# Hermite Coulomb integrals and nuclear attraction: limits and scaling

Hartree atomic units throughout (bohr, $E_h$). The electron has charge $-1$, a nucleus at $\mathbf C$ has charge $+Z$, and $X_{PC}=P_x-C_x$. The running example is an oxygen 2p function times an oxygen 2p function, attracted to a proton of water.

## The working equations

Take unnormalised Cartesian primitives with exponents $a$, $b$ on centres $\mathbf A$, $\mathbf B$. Set $p=a+b$, $\mu=ab/p$, $\mathbf P=(a\mathbf A+b\mathbf B)/p$. In the scheme of McMurchie and Davidson (1978) the product is expanded, direction by direction, in Hermite Gaussians $\Lambda_t=(\partial/\partial P_x)^t e^{-p x_P^2}$:

$$x_A^i x_B^j e^{-a x_A^2-b x_B^2}=\sum_{t=0}^{i+j}E_t^{ij}\Lambda_t,\qquad E_0^{00}=e^{-\mu X_{AB}^2},$$

$$E_t^{i+1,j}=\frac{1}{2p}E_{t-1}^{ij}+X_{PA}E_t^{ij}+(t+1)E_{t+1}^{ij},$$

and likewise for $j$ with $X_{PB}$. For the spherical Gaussian, write $1/r_C=(2/\sqrt\pi)\int_0^\infty e^{-s^2r_C^2}ds$, do the spatial integral, which gives $[\pi/(p+s^2)]^{3/2}\exp[-ps^2R_{PC}^2/(p+s^2)]$, and substitute $u^2=s^2/(p+s^2)$. The result goes back to Boys (1950):

$$\int \frac{e^{-pr_P^2}}{r_C}d^3r=\frac{2\pi}{p}F_0(T),\qquad F_n(T)=\int_0^1u^{2n}e^{-Tu^2}du,\qquad T=pR_{PC}^2 .$$

The derivatives with respect to $\mathbf P$ come out of the integral, the $E$ being fixed numbers, so

$$V_{ab}=-Z\,\frac{2\pi}{p}\sum_{tuv}E_tE_uE_v\,R_{tuv},\qquad R_{tuv}=\frac{\partial^{t+u+v}F_0(pR_{PC}^2)}{\partial P_x^t\,\partial P_y^u\,\partial P_z^v}.$$

Define $R^n_{000}=(-2p)^nF_n(T)$ and let $R^n_{tuv}$ be its derivatives, so that $R_{tuv}=R^0_{tuv}$. Since $dF_n/dT=-F_{n+1}$, we have $\partial R^n_{000}/\partial P_x=X_{PC}R^{n+1}_{000}$. Applying $t$ more $x$-derivatives with the Leibniz rule gives

$$R^n_{t+1,u,v}=t\,R^{n+1}_{t-1,u,v}+X_{PC}R^{n+1}_{tuv},$$

with the same form in $y$ and $z$. Order $L=t+u+v$ needs Boys functions up to $F_L$.

## Dimensional analysis

An exponent is an inverse length squared. Hence $R^n_{tuv}$ scales as length$^{-(2n+L)}$ and $E_t^{ij}$ as length$^{\,i+j+t}$. In each term of the sum the powers tied to $t,u,v$ cancel, and $V_{ab}$ scales as length$^{\,2+l_a+l_b}$. The overlap scales as length$^{\,3+l_a+l_b}$, so for normalised functions $V_{ab}$ is $Z$ times an inverse length. Two consequences:

- $R_{tuv}=p^{L/2}f_{tuv}(\sqrt p\,\mathbf R_{PC})$. The size of $R_{PC}$ enters only through $T$.
- There are two energy scales, $Z\sqrt p$ and $Z/R_{PC}$, with ratio $\sqrt T$. The first is natural when the nucleus is inside the charge cloud, the second when it is outside.

$Z$ is a plain prefactor. The separation $\mathbf A-\mathbf B$ enters through the $E$, mainly as $e^{-\mu R_{AB}^2}$, and through the position of $\mathbf P$. In our case $\mathbf A=\mathbf B=\mathbf P$ is the oxygen nucleus, and three dimensionless parameters remain: $T$, the ratio $a/b$, and the direction of the proton.

## Closed forms for p with p on one centre

Put the proton at $(0,0,R)$, so $Z_{PC}=-R$. The recurrence for $E$ gives $E_0^{11}=1/(2p)$, $E_1^{11}=0$, $E_2^{11}=1/(4p^2)$. The recurrence for $R$ gives

$$R_{200}=R_{020}=-2pF_1,\qquad R_{002}=-2pF_1+4p^2R^2F_2 .$$

The unnormalised overlap is $(\pi/p)^{3/2}/(2p)$. For normalised primitives, with $\sigma$ the function along the O–H line and $\pi$ either one across it,

$$V_\sigma=-2ZS\sqrt{p/\pi}\,\left[F_0-F_1+2TF_2\right],\qquad V_\pi=-2ZS\sqrt{p/\pi}\,\left[F_0-F_1\right],$$

where $S=[2\sqrt{ab}/(a+b)]^{5/2}$ is the normalised overlap. Integration by parts gives $2TF_{n+1}=(2n+1)F_n-e^{-T}$, and $F_0=\tfrac12\sqrt{\pi/T}\,\mathrm{erf}\sqrt T$. The $\sigma$ bracket then collapses to $2(1+T)F_1$. Writing $V=-(ZS/R)\,g(T)$,

$$g_\sigma=\left(1+\frac1T\right)\left[\mathrm{erf}\sqrt T-2\sqrt{T/\pi}\,e^{-T}\right],\qquad g_\pi=\left(1-\frac1{2T}\right)\mathrm{erf}\sqrt T+\frac{e^{-T}}{\sqrt{\pi T}},$$

$$\Delta\equiv g_\sigma-g_\pi=\frac{4}{\sqrt\pi}T^{3/2}F_2=\frac{3}{2T}\,\frac{\gamma(5/2,T)}{\Gamma(5/2)},$$

with $\gamma$ the lower incomplete gamma function. The same relation yields a sum rule worth testing in any code: $R_{200}+R_{020}+R_{002}=-2p\,e^{-T}$, which is Poisson's equation for the Gaussian cloud.

## Small $T$: the nucleus inside the cloud

Expanding the exponential, $F_n=\sum_k(-T)^k/[k!\,(2n+2k+1)]$. At $T=0$ only the first term of the recurrence survives, so $R_{tuv}$ vanishes unless all indices are even, and then

$$R_{tuv}(0)=\frac{(-2p)^{L/2}(t-1)!!\,(u-1)!!\,(v-1)!!}{L+1},\qquad(-1)!!=1 .$$

For the p–p case,

$$V_\sigma=-2ZS\sqrt{p/\pi}\left[\tfrac23+\tfrac4{15}T-\tfrac9{35}T^2+\dots\right],\qquad V_\pi=-2ZS\sqrt{p/\pi}\left[\tfrac23-\tfrac2{15}T+\tfrac1{35}T^2-\dots\right].$$

Both start from the one-centre value $-\tfrac43ZS\sqrt{p/\pi}$. The $\sigma$ attraction first deepens, because the nucleus moves into a lobe. The $\pi$ attraction weakens at once, because the nucleus moves in the nodal plane. In the average $(V_\sigma+2V_\pi)/3$ the linear term cancels and the bracket is $\tfrac23-\tfrac1{15}T^2$: a spherical p shell has no density at its centre, so its potential has no curvature there. The splitting begins as $\Delta=\frac{4}{5\sqrt\pi}T^{3/2}(1-\tfrac57T+\dots)$, which at fixed $p$ is an energy proportional to $R^2$.

## Large $T$: multipoles plus penetration

The exact form $F_n=\gamma(n+\tfrac12,T)/(2T^{n+1/2})$ tends to $\Gamma(n+\tfrac12)/(2T^{n+1/2})$. In particular $F_0\to\tfrac12\sqrt{\pi/p}\,/R_{PC}$, so $R_{tuv}$ tends to $\tfrac12\sqrt{\pi/p}$ times the corresponding derivative of $1/R_{PC}$ and falls as $R_{PC}^{-(L+1)}$. For example $R_{002}\to\sqrt{\pi/p}/R^3$. Each Hermite Gaussian acts as a point multipole. Using the asymptotic series of erfc,

$$g_\sigma=1+\frac1T-2\sqrt{T/\pi}\,e^{-T}\left(1+\frac3{2T}+\dots\right),\qquad g_\pi=1-\frac1{2T}+\frac{e^{-T}}{\sqrt\pi\,T^{3/2}}\left(1-\frac1T+\dots\right).$$

The power terms are the monopole and the quadrupole. For the normalised $\sigma$ cloud $\langle z^2\rangle=3/(2p)$ and $\langle r^2\rangle=5/(2p)$, so $\langle 3z^2-r^2\rangle/(2R^2)=1/T$. The power series stops there, since a p–p product on one centre holds only $l=0$ and $l=2$. All the rest is penetration, exponentially small. Its leading term is larger for $\sigma$ than for $\pi$ by a factor $2T^2$ and has the opposite sign. The splitting is $\Delta=\frac3{2T}[1-\frac{4}{3\sqrt\pi}T^{3/2}e^{-T}(1+\frac3{2T}+\dots)]$, an energy that falls as $1/(pR^3)$.

The fraction of $F_n$ missing from its asymptote is the upper tail of a gamma distribution with mean $n+\tfrac12$. The crossover for $F_n$ therefore lies near $T\approx n+\tfrac12$: higher angular momentum reaches the multipole regime later.

## Where the crossovers lie

| $T$ | what happens |
|---|---|
| 0.85 | $V_\sigma$ is deepest at fixed $p$ (root of $F_1=(1+T)F_2$), 14 % below the one-centre value |
| 1.44 | $g_\sigma=1$; beyond this $\sigma$ is bound more strongly than a point charge at $\mathbf P$ |
| 1.6 | the splitting energy is largest at fixed $p$ (root of $F_2=TF_3$) |
| 1.62 | the asymptotes $\frac4{5\sqrt\pi}T^{3/2}$ and $\frac3{2T}$ of $\Delta$ cross |
| 1.77 | the asymptotes $\tfrac43\sqrt{T/\pi}$ and 1 of the average $g$ cross, $T=9\pi/16$ |
| 2.60 | $\Delta$ is largest at fixed $R$, $\Delta=0.351$ |
| 3.68 | $g_\sigma$ is largest at fixed $R$, $g_\sigma=1.19$ |
| 4.6 | penetration removes 10 % of the quadrupole splitting |
| 5.8 | penetration in $g_\sigma$ has fallen to 0.01 |
| 7.5 | penetration removes 1 % of the quadrupole splitting |

Always say what is held fixed. Moving the nucleus (fixed $p$) and changing the exponent (fixed $R$) scan the same $T$, but the energy scales differ by $\sqrt T$ and the extrema move.

## The exponent ratio and the direction

With $s=\ln(a/b)$, $S=[\cosh(s/2)]^{-5/2}$. For similar exponents $S=1-\tfrac5{16}s^2+\dots$. For $a\gg b$, $S=(4b/a)^{5/4}(1-\tfrac{5b}{2a}+\dots)$ and $p\to a$: the product is as compact as the tighter partner. The overlap is one half at $a/b=4.75$. Tight–diffuse pairs thus carry little weight and sit at large $T$.

For a proton along the unit vector $\mathbf n$, axial symmetry fixes the whole $3\times3$ block, $V_{ij}=V_\pi\delta_{ij}+(V_\sigma-V_\pi)n_in_j$. The trace does not depend on direction, and the off-diagonal elements are pure splitting.

## Numbers for water

Inputs, all approximate. The O–H distance is about 0.958 Å, rounded to $R=1.81$ bohr, so $R^2=3.2761$ and $1/R=0.5525\,E_h$. The H–O–H angle is about $104.5^\circ$. The 2p function is the STO-3G contraction (Hehre, Stewart and Pople, 1969), rounded: exponents 5.033, 1.170, 0.3804 and coefficients $d_i=$ 0.1559, 0.6077, 0.3920 of normalised primitives. With this rounding the self-overlap is 1.00005, and we divide by it. The contracted $g$ is $\sum w_{ij}\,g(T_{ij})$ with $w_{ij}=(2-\delta_{ij})d_id_jS_{ij}/1.00005$, and $S_{12}=0.5415$, $S_{13}=0.1868$, $S_{23}=0.6871$.

| pair | $p$ | $T$ | $w$ | $1+1/T$ | $g_\sigma$ | $g_\pi$ |
|---|---|---|---|---|---|---|
| 11 | 10.066 | 32.98 | 0.0243 | 1.0303 | 1.0303 | 0.9848 |
| 12 | 6.203 | 20.32 | 0.1026 | 1.0492 | 1.0492 | 0.9754 |
| 13 | 5.4134 | 17.73 | 0.0228 | 1.0564 | 1.0564 | 0.9718 |
| 22 | 2.340 | 7.666 | 0.3693 | 1.1304 | 1.1287 | 0.9348 |
| 23 | 1.5504 | 5.079 | 0.3273 | 1.1969 | 1.1762 | 0.9018 |
| 33 | 0.7608 | 2.492 | 0.1537 | 1.4012 | 1.1589 | 0.8085 |

**One pair by hand.** For pair 33, $F_0=0.5470$, $F_1=0.09314$, $F_2=0.03946$. Then $R_{200}=-0.1417$ and $R_{002}=0.1576$ bohr$^{-2}$, and the sum rule reads $2R_{200}+R_{002}=-0.1258=-2pe^{-T}$. With $2\sqrt{p/\pi}=0.9842$, $V=-2\sqrt{p/\pi}\,[F_0+R_{tuv}/(2p)]$ gives $V_\sigma=-0.6403$ and $V_\pi=-0.4467\,E_h$.

**Contracted values.** The weighted sums are $g_\sigma=1.1367$ and $g_\pi=0.9108$, so

$$V_\sigma=-0.6280\,E_h,\qquad V_\pi=-0.5032\,E_h,\qquad V_\pi-V_\sigma=0.1248\,E_h=3.40\ \text{eV},$$

with average $-0.5448\,E_h$.

**Regimes.** No pair is in the small-$T$ regime. The three pairs with the tight primitive, 15 % of the weight, are pure multipoles to the digits shown; for pair 11 the missing fraction of $F_2$ is $7\times10^{-13}$. The 1 % line of the splitting corresponds to $p=2.3$ at this distance, which is where pair 22 sits. Pair 33 lies in the crossover, next to the maximum of $\Delta$. The multipole estimate uses $\sum w/T=0.1813$ and predicts $g_\sigma=1.1813$, $g_\pi=0.9093$ and a splitting of $0.1503\,E_h$. Penetration thus weakens $V_\sigma$ by $0.0247\,E_h$, of which 83 % comes from pair 33, and cuts the splitting by 17 %. It hardly touches $V_\pi$.

**Both protons.** Take $z$ along the twofold axis, $y$ in the plane, and half-angle $\theta=52.25^\circ$, so $\cos^2\theta=0.3748$. Each proton alone gives a $yz$ element of size $0.0604\,E_h$, and the two cancel. The diagonal sums are $2V_\pi=-1.006$ for $x$, $2[V_\pi+(V_\sigma-V_\pi)\cos^2\theta]=-1.100$ for $z$, and $2[V_\pi+(V_\sigma-V_\pi)\sin^2\theta]=-1.162\,E_h$ for $y$.

**The other limit in the same molecule.** Attraction to the oxygen nucleus is the case $T=0$, $Z=8$: $\langle1/r\rangle=\tfrac43\sum w\sqrt{p/\pi}=1.12$ bohr$^{-1}$ and $V=-8.98\,E_h$, about 14 times $V_\sigma$. A proton reaches small $T$ only with diffuse functions. For an illustrative $a=b=0.07$, $T=0.459$. The leading term gives $g=0.509$, three terms give $g_\sigma=0.562$, and the closed forms give $g_\sigma=0.568$, $g_\pi=0.467$. The multipole formula would return $g_\sigma=3.18$ and is useless there.

## Numerical consequence

Upward recursion $F_{n+1}=[(2n+1)F_n-e^{-T}]/(2T)$ multiplies an absolute rounding error in $F_n$ by $(2n+1)/(2T)$. From $F_0$ to $F_2$ the factor is $3/(4T^2)$: 0.12 for pair 33, but 7500 at $T=0.01$. Each step is safe for $T>n+\tfrac12$, the same boundary as the physical crossover. Below it, evaluate the highest $F_n$ from its series and recur downward, where both terms are positive.

## How far the numbers carry

These are the model's matrix elements of a bare proton in one basis function, not orbital energies of water. Repulsion from electron density near the hydrogen is of order $1/R\approx0.55\,E_h$ per electron there, the same size as $V$ and of opposite sign, so the 3.40 eV is no level spacing. The function is also compact: $\langle r^2\rangle=\tfrac52\sum w/p=1.485$ bohr$^2$, whereas about 2 bohr$^2$ is typical of the Hartree–Fock 2p orbital of the free atom. A function of that size would raise the multipole estimate of the splitting by roughly a third, and penetration would take back part of the rise. The ceiling is known exactly: for any normalised contraction with positive weights $w$, the splitting at $R=1.81$ bohr cannot exceed the maximum of $\Delta$ divided by $R$, which is $0.194\,E_h$.